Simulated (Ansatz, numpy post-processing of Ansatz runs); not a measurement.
# Band gap, band-edge positions and electron mass of diamond against volume in r2SCAN

A common rule of thumb for tetrahedral semiconductors says that compression widens the direct gap at Γ but slightly narrows the gap from Γ to a valley near X. Diamond has its lowest conduction valley on the line Γ–X, so it puts the second half of the rule to the test. The answer matters for diamond anvils used as optical windows and for strained diamond in electronics. The r2SCAN gap and electron mass are followed here at imposed volumes, each given relative to the cell relaxed to zero pressure with the same functional. Semilocal Kohn–Sham gaps lie below measured ones, so the changes along the series are more useful than the absolute values.

## Computational details

C (diamond), space group 227, 2 atoms in the cell, from the Crystallography Open Database or the Materials Project. The reference is the cell relaxed to zero pressure with this functional (primitive vectors 2.518, 2.518, 2.518 angstrom). The volume is imposed; cell shape, where symmetry leaves it free, and ions are relaxed. Ansatz 0.2.0, plane waves with PAW potentials (set ansatz_paw_generated_soft_1), r2SCAN, scalar-relativistic, without spin-orbit coupling, no spin polarisation, no Hubbard U; cutoff 500 eV, self-consistent k meshes 8x8x8. Band extrema were located on a dense mesh in each cell and refined; masses are central differences at 0.008 and 0.03 1/angstrom. The same in all rows: where the valence-band maximum and the conduction-band minimum lie in the zone: Gamma to on Gamma-X.

- V/V0: volume over that of the reference cell.
- pressure (GPa): static pressure, positive under compression.
- band gap (eV): fundamental Kohn-Sham gap, conduction-band minimum minus valence-band maximum.
- electron mass (m_e): electron conductivity mass of the lowest valley, in free-electron masses.

## Table of results

| member | V/V0 | pressure (GPa) | band gap (eV) | electron mass (m_e) |
| --- | --- | --- | --- | --- |
| V/V0 = 0.88 | 0.88 | 72.51 | 4.670 | 0.380 |
| V/V0 = 0.91 | 0.91 | ? | ? | ? |
| V/V0 = 0.94 | 0.94 | 31.16 | 4.508 | 0.379 |
| V/V0 = 0.96 | 0.96 | ? | ? | ? |
| V/V0 = 0.98 | 0.98 | 9.43 | 4.408 | 0.379 |
| V/V0 = 1.00 | 1.00 | 0.00 | 4.360 | 0.379 |
| V/V0 = 1.02 | 1.02 | −8.59 | 4.314 | 0.380 |
| V/V0 = 1.04 | 1.04 | −16.41 | 4.268 | 0.380 |
| V/V0 = 1.06 | 1.06 | −23.54 | 4.224 | 0.380 |

Cells marked ? are withheld until the estimate has been made.

Least-squares fits to the members shown, with x = V/V0; R² in the fitted variables, residuals in the unit of y:

| y | members | fit | R² | rms residual | leave-one-out rms | standard deviation of y |
| --- | --- | --- | --- | --- | --- | --- |
| band gap (eV) | 7 | y = 6.840 − 2.475 x | 1.00 | 0.0057 | 0.011 | 0.15 |
| electron mass (m_e) | 7 | y = 0.3776 + 0.001980 x | 0.05 | 4.8×10⁻⁴ | 8.7×10⁻⁴ | 5.3×10⁻⁴ (fit no better than the mean) |

## Mechanism

The second half of the rule fails for diamond: in the rows shown, the gap from Γ to the valley on Γ–X rises at every step of compression. Around the reference volume the slope is (4.314 − 4.408) / (1.02 − 0.98) = −2.35 eV per unit of V/V0. Between V/V0 = 0.94 and 0.88 it steepens to (4.508 − 4.670) / 0.06 = −2.70 eV.

Against pressure the order is reversed. The gap gains (4.408 − 4.314) / (9.43 + 8.59) = 0.0052 eV per GPa around zero pressure, but only (4.670 − 4.508) / (72.51 − 31.16) = 0.0039 eV per GPa between V/V0 = 0.94 and 0.88, because the compressed crystal is stiffer and each further GPa removes less volume.

The widening follows from the shorter bonds, which push bonding and antibonding states apart. If that splitting varies as 1/d², with d the bond length, the gap varies as V^(−2/3), and the expected slope at the reference is −(2/3) × 4.360 = −2.91 eV. This simple model has the right sign and overshoots by about a quarter. In heavier relatives such as silicon, empty d states mix into the conduction states near X and hold them down under pressure. Carbon has no such states at low energy.

The band edges keep their places: the valence-band maximum stays at Γ, and the conduction-band minimum moves only very slightly towards X under compression.

The electron mass stays at 0.379 to 0.380 m_e, and its linear fit does no better than the mean. A possible reason is that band energies and the square of the zone dimensions both grow roughly as 1/d². The curvature of the band, and with it the mass, then hardly changes.

## Estimating the withheld member

Plain estimates from the members shown:

- V/V0 = 0.91, fit at x = 0.91: 4.588 eV
- V/V0 = 0.91, straight-line interpolation between V/V0 = 0.88 and V/V0 = 0.94: w = (0.91 − 0.88) / (0.94 − 0.88) = 0.500, so 4.670 + 0.500 × (4.508 − 4.670) = 4.589 eV
- V/V0 = 0.96, fit at x = 0.96: 4.464 eV
- V/V0 = 0.96, straight-line interpolation between V/V0 = 0.94 and V/V0 = 0.98: w = (0.96 − 0.94) / (0.98 − 0.94) = 0.500, so 4.508 + 0.500 × (4.408 − 4.508) = 4.458 eV

Both withheld volumes lie midway between shown neighbours, and neither the band-edge positions nor the mass hints at a change of valley. Interpolation is therefore safer than the straight-line fit, which misses the curvature and lies above the shown gaps at V/V0 = 0.94 and 0.98.

The curve sags below its chords, and for a smooth curve the sag at the midpoint grows as the square of the half-width. The chord from 0.88 to 1.00 gives (4.670 + 4.360) / 2 = 4.515 eV at 0.94, where the table has 4.508 eV. The sag is thus 0.007 eV for a half-width of 0.06.

Scaled to the two narrower intervals, this gives:

- V/V0 = 0.91: 0.007 × (0.03 / 0.06)² = 0.0018, so 4.589 − 0.0018 = 4.587 eV
- V/V0 = 0.96: 0.007 × (0.02 / 0.06)² = 0.0008, so 4.458 − 0.0008 = 4.457 eV

The same route can be tried at V/V0 = 1.02, from the rows at 0.98 and 1.06. The chord gives (4.408 + 4.224) / 2 = 4.316 eV and the sag is 0.007 × (0.04 / 0.06)² = 0.0031 eV, which makes 4.316 − 0.0031 = 4.313 eV against 4.314 eV in the table. That miss of 0.001 eV, about the size of the rounding in the rows, is taken as the standard deviation of both estimates.

**Committed estimate, V/V0 = 0.91: band gap = 4.587 ± 0.001 eV.**  
**Committed estimate, V/V0 = 0.96: band gap = 4.457 ± 0.001 eV.**

## The answer

| member | V/V0 | pressure (GPa) | band gap (eV) | electron mass (m_e) |
| --- | --- | --- | --- | --- |
| V/V0 = 0.91 | 0.91 | 50.37 | 4.587 | 0.380 |
| V/V0 = 0.96 | 0.96 | 19.79 | 4.457 | 0.379 |

| member | estimate | band gap (eV) | computed | estimate − computed | miss in error bars |
| --- | --- | --- | --- | --- | --- |
| V/V0 = 0.91 | committed | 4.587 | 4.587 | 0.000 | 0.0 |
| V/V0 = 0.91 | fit | 4.588 | 4.587 | +0.001 |  |
| V/V0 = 0.91 | interpolation | 4.589 | 4.587 | +0.002 |  |
| V/V0 = 0.96 | committed | 4.457 | 4.457 | 0.000 | 0.0 |
| V/V0 = 0.96 | fit | 4.464 | 4.457 | +0.007 |  |
| V/V0 = 0.96 | interpolation | 4.458 | 4.457 | +0.001 |  |

Both estimates agree with the computed gaps to the last printed digit, 4.587 eV at V/V0 = 0.91 and 4.457 eV at 0.96, and so lie inside their error bars of 0.001 eV. Straight-line interpolation was too high by 0.002 and 0.001 eV, which is the sign and size expected from the sag of the curve below its chords.

The straight-line fit was too high by 0.007 eV at 0.96 but by only 0.001 eV at 0.91. The second figure is no merit of the straight line, which simply crosses the curved series near that volume.

The result confirms that the gap varies smoothly with volume. It says little about the cause, since any smooth mechanism would have passed the same test. The electron masses of the two new rows, 0.380 and 0.379 m_e, fall within the narrow range already seen.

## Outliers

Least-squares fits to the whole series, with x = V/V0; R² in the fitted variables, residuals in the unit of y:

| y | members | fit | R² | rms residual | leave-one-out rms | standard deviation of y |
| --- | --- | --- | --- | --- | --- | --- |
| band gap (eV) | 9 | y = 6.834 − 2.470 x | 1.00 | 0.0054 | 0.0080 | 0.15 |
| electron mass (m_e) | 9 | y = 0.37865 + 9.2593×10⁻⁴ x | 0.01 | 4.9×10⁻⁴ | 6.5×10⁻⁴ | 5.3×10⁻⁴ (fit no better than the mean) |

Largest departures from the fit to the whole series:

| member | band gap (eV) | fit | computed − fit | in rms residuals |
| --- | --- | --- | --- | --- |
| V/V0 = 0.88 | 4.670 | 4.660 | +0.010 | 1.8 |
| V/V0 = 1.06 | 4.224 | 4.216 | +0.008 | 1.5 |
| V/V0 = 0.96 | 4.457 | 4.463 | −0.006 | 1.1 |
| V/V0 = 0.98 | 4.408 | 4.413 | −0.005 | 1.0 |

No single volume stands out. The gaps at the two ends lie above the straight line, by 0.010 eV at V/V0 = 0.88 and 0.008 eV at 1.06, while those at 0.96 and 0.98 lie below it by 0.006 and 0.005 eV. This is the pattern that a smooth, upward-curving dependence leaves around a straight line.

## Summary

Between V/V0 = 0.88 and 1.06 the r2SCAN gap follows 4.360 × (V/V0)^(−0.54) eV. The exponent is taken from the two end rows, ln(4.670 / 4.224) / ln(0.88 / 1.06) = −0.54, and the formula meets all nine rows within 0.002 eV, against a standard deviation of 0.15 eV about the mean. The exponent is weaker than the −2/3 of the simple bond-length model.

For anvil windows, uniform compression by itself widens the gap and so does not narrow the transparent range; the uneven stress in a real anvil is not shown in the table. For strained crystals, stretching all bonds by 1 % raises the volume by about 3 % and lowers the gap by about 0.54 × 4.360 × 0.03 = 0.07 eV.

The gap changes by 4.670 − 4.224 = 0.446 eV over the whole series. The absolute values should not be read as predictions of the measured gap, because semilocal Kohn–Sham gaps lie too low. Zero-point motion of the light carbon atoms, absent here, would lower the computed gap further, so the error of the functional itself is larger than a direct comparison with experiment suggests.

[On method and selection: Runs that did not converge, have known faults or may not be shown are not listed, and runs on Ansatz's PAW sets soft_1 and soft_2 are kept to separate tables.]
